Two rotations in a boron–nitrogen ring: reading the NMR shifts

I have computed DFT shifts for four conformers of a small ring molecule. The ring runs C4, B, N, C7, C8, C10 and back to C4. C4 carries an acetyl group (carbonyl carbon C2, methyl carbon C1) and C8 carries an OH group. In conformers 1 and 2 the carbonyl oxygen points towards C10, in 3 and 4 towards boron. The OH hydrogen points towards C7 in conformers 1 and 3, and towards C10 in 2 and 4. Protons bear the number of the atom that carries them.

GIAO NMR shifts relative to TMS for four conformers of C6H6BNO2 (neutral singlet), computed with PySCF 2.14.0 and tblite 0.8.0 at the B97-2/pcSseg-1 level in continuum water on GFN1-xTB geometries. The average uses Boltzmann weights at 298.15 K from HSE06-D3(BJ)/def2-SVP energies in water with xTB free-energy terms.

```
atom  nucleus  count  shift in conformer 1 (ppm)  shift in conformer 2 (ppm)  shift in conformer 3 (ppm)  shift in conformer 4 (ppm)  averaged shift (ppm)
   1      13C      1                       38.60                       38.30                       31.20                       31.20                 37.50
   2      13C      1                      197.30                      197.40                      201.40                      201.10                197.90
   4      13C      1                      108.20                      107.10                      117.20                      116.30                108.90
   7      13C      1                      155.80                      156.90                      154.10                      155.30                156.10
   8      13C      1                      154.10                      153.50                      153.30                      152.60                153.70
  10      13C      1                      142.40                      142.00                      144.00                      143.50                142.40
   1       1H      3                        2.75                        2.73                        2.74                        2.71                  2.74
   7       1H      1                        7.93                        8.03                        7.88                        7.98                  7.97
   9       1H      1                        5.17                        5.18                        5.16                        5.11                  5.17
  10       1H      1                        8.42                        8.35                        8.28                        8.18                  8.36
```

My questions:
1. Why is there no signal for a proton on boron or nitrogen?
2. Which rotation matters more for the carbons?
3. Why does the methyl carbon drop when the carbonyl oxygen turns to boron?
4. C4 moves even more. Is that the same effect?
5. Why does H10 feel the acetyl group more than H7 does?
6. Do the two rotations act independently?
7. What happens to the average if the energies are slightly wrong, or if I warm the sample?
8. Which digits can I compare with a spectrum?

Answer

1. There is no such proton in the molecule. Boron has only its two ring neighbours, which makes this a BN relative of o-benzyne and not an ordinary azaborine. Such a boron atom is a strong Lewis acid, and real water would be expected to bind to it or add to the ring. The calculation treats water as a continuum and assumes a singlet state, so the shifts describe the bare molecule.

2. The acetyl rotation does, for each of the six carbons. Its mean effect is about 4 ppm, against 0.6 ppm for the OH rotation. The mean is carried by C1, C2 and C4, which move by 4 to 9 ppm; C7, C8 and C10 move by less than 2 ppm, and at C8 the two rotations are nearly equal. A larger acetyl effect near the group is reasonable, because turning it exchanges an oxygen atom for a methyl group on both sides of C4, although this does not explain why the remote C7 moves as much as C10. Turning the OH group moves a single hydrogen atom.

3. The methyl carbon changes neighbours. With the oxygen towards boron, the methyl group lies beside the C10–H bond, and C1 falls by about 7 ppm. A carbon crowded by a CH group three bonds away is commonly shielded, which is known as the γ effect. With the oxygen towards C10, the methyl group faces boron, which has no hydrogen to crowd it. The direction of the change at C1 fits this picture. C10, the other partner in the crowding, gives no support: it rises by about 1.5 ppm, though it also loses the facing oxygen. The table compares two surroundings at once. It does not separate shielding beside C10–H from a possible deshielding beside the electron-poor boron.

4. Probably not. C4 is the pivot of the rotation and keeps the same bonded neighbours, so the crowding argument for the methyl carbon does not carry over to it. C4 rises by about 9 ppm and the carbonyl carbon C2 by about 4 ppm when the oxygen turns to boron. My guess is that the oxygen leans on the electron-poor boron, across a four-membered O–C2–C4–B ring, and draws electron density from both carbons. The table cannot exclude that the unusual surroundings are instead those of conformers 1 and 2, with the methyl group beside boron. The conformers with oxygen towards boron are nevertheless the less stable ones, so such a contact, if it exists, does not decide the preferred shape. The B–O distances and the ring angles would be the first things to examine.

5. H10 is close to the carbonyl oxygen in conformers 1 and 2, whereas H7 is on the far side of the ring. H10 is higher by about 0.15 ppm when the oxygen faces it, while H7 changes by only 0.05 ppm. The usual reading is that the negative oxygen pushes the electrons of the C10–H bond away from the proton, and that the magnetic anisotropy of the C=O bond also deshields a proton lying beside it in the plane. The table does not separate these two from the effect of the methyl group that takes the oxygen's place. The OH group fits the same electrostatic argument with the sign reversed: a ring proton lies lower, by up to 0.1 ppm, when it faces the positive OH hydrogen than when it faces the lone-pair side of the oxygen.

6. Very nearly. If each rotation adds its own change, conformer 4 follows from the other three:

shift in 4 = shift in 2 + shift in 3 − shift in 1

For C4 this gives

107.1 + 117.2 − 108.2 = 116.1 ppm

and the computed value, which was not used, is 116.3 ppm. The largest miss among the carbons is 0.4 ppm, at C2. The rule works even at C10, which lies between the two groups. At C1 and C2 the miss is at least as large as the small OH effect, so there the rule carries over only the acetyl effect. It is of no use for the OH proton, where the miss is about as large as the changes themselves.

7. The average is a sum over conformers weighted by their populations, which assumes that both groups rotate fast on the NMR time scale. What matters is the share p of the two conformers with oxygen towards boron:

p = 1 / (1 + exp(ΔG/RT))

Here ΔG is the free-energy preference for oxygen towards C10, R the gas constant and T the temperature. The populations correspond to ΔG = 1.1 kcal/mol and p = 13.5 %. As a trial, let ΔG be too large by 0.5 kcal/mol. The share then doubles to about 27 %, and the averaged C1 shift falls by about 1 ppm.

Warming to 350 K does less. With ΔG held fixed, p rises to 17 % and C1 falls by about 0.3 ppm. The order of conformers 1 and 2 is not resolved by the energies, but this hardly matters, since their carbon shifts differ by at most 1.1 ppm. A signal is sensitive to the energies only if it changes strongly between the conformers whose shares are in doubt. The average also covers only the four conformers that were found, and the set may be incomplete.

8. For absolute carbon shifts, trust whole ppm at best, and allow for errors of several ppm. The shifts are unscaled, and the TMS reference has a geometry from a different method, which adds a constant offset for each nucleus. That offset cancels when you compare conformers, so the 7 ppm change at C1 is free of it. Its size still rests on GFN1-xTB geometries of a strained ring, and errors in the contacts around boron do not cancel between conformers. C7 and C8 should not be assigned from their order alone: they are 2.4 ppm apart in the average and only 0.8 ppm apart in conformer 3. The OH proton at 5.17 ppm belongs to a lone molecule, and hydrogen bonds and exchange in water would alter it.

The output below lists the effect of each rotation, the additive prediction for conformer 4 and the averages for the changed populations.

The analysis program printed:

```
Effects of the rotations in ppm:
  row  'acetyl flip 1 to 3'  'acetyl flip 2 to 4'  'OH turn 1 to 2'  'OH turn 3 to 4'  'additive prediction of 4 less computed'
    1                  -7.4                  -7.1              -0.3                 0                                      -0.3
    2                   4.1                   3.7               0.1              -0.3                                       0.4
    4                     9                   9.2              -1.1              -0.9                                      -0.2
    7                  -1.7                  -1.6               1.1               1.2                                      -0.1
    8                  -0.8                  -0.9              -0.6              -0.7                                       0.1
   10                   1.6                   1.5              -0.4              -0.5                                       0.1
    1                 -0.01                 -0.02             -0.02             -0.03                                      0.01
    7                 -0.05                 -0.05               0.1               0.1                                         0
    9                 -0.01                 -0.07              0.01             -0.05                                      0.06
   10                 -0.14                 -0.17             -0.07              -0.1                                      0.03
Mean size of acetyl effect on carbons (ppm): 4.05
Mean size of OH effect on carbons (ppm): 0.6
Largest additive miss, carbons (ppm): 0.4
Largest additive miss, protons (ppm): 0.06
Free-energy preference for C-O towards C10 (kcal/mol): 1.101
Minor acetyl share if preference is 0.5 kcal/mol smaller (%): 26.63
Minor acetyl share if preference is 0.5 kcal/mol larger (%): 6.289
Minor acetyl share at 350 K with the same preference (%): 17.05
Averages in ppm:
  row  'weighted sum'  'preference 0.5 smaller'  'preference 0.5 larger'  '350 K'
    1           37.47                     36.52                       38    37.22
    2           197.9                     198.4                    197.6      198
    4           108.9                     110.1                    108.2    109.2
    7           156.1                     155.9                    156.2      156
    8           153.7                     153.6                    153.8    153.7
   10           142.4                     142.6                    142.3    142.5
    1           2.738                     2.737                    2.739    2.738
    7           7.972                     7.964                    7.976     7.97
    9            5.17                     5.165                    5.173    5.169
   10           8.365                     8.346                    8.376     8.36
Averaged C7 less C8 (ppm): 2.4
C7 less C8 in conformer 3 (ppm): 0.8
```
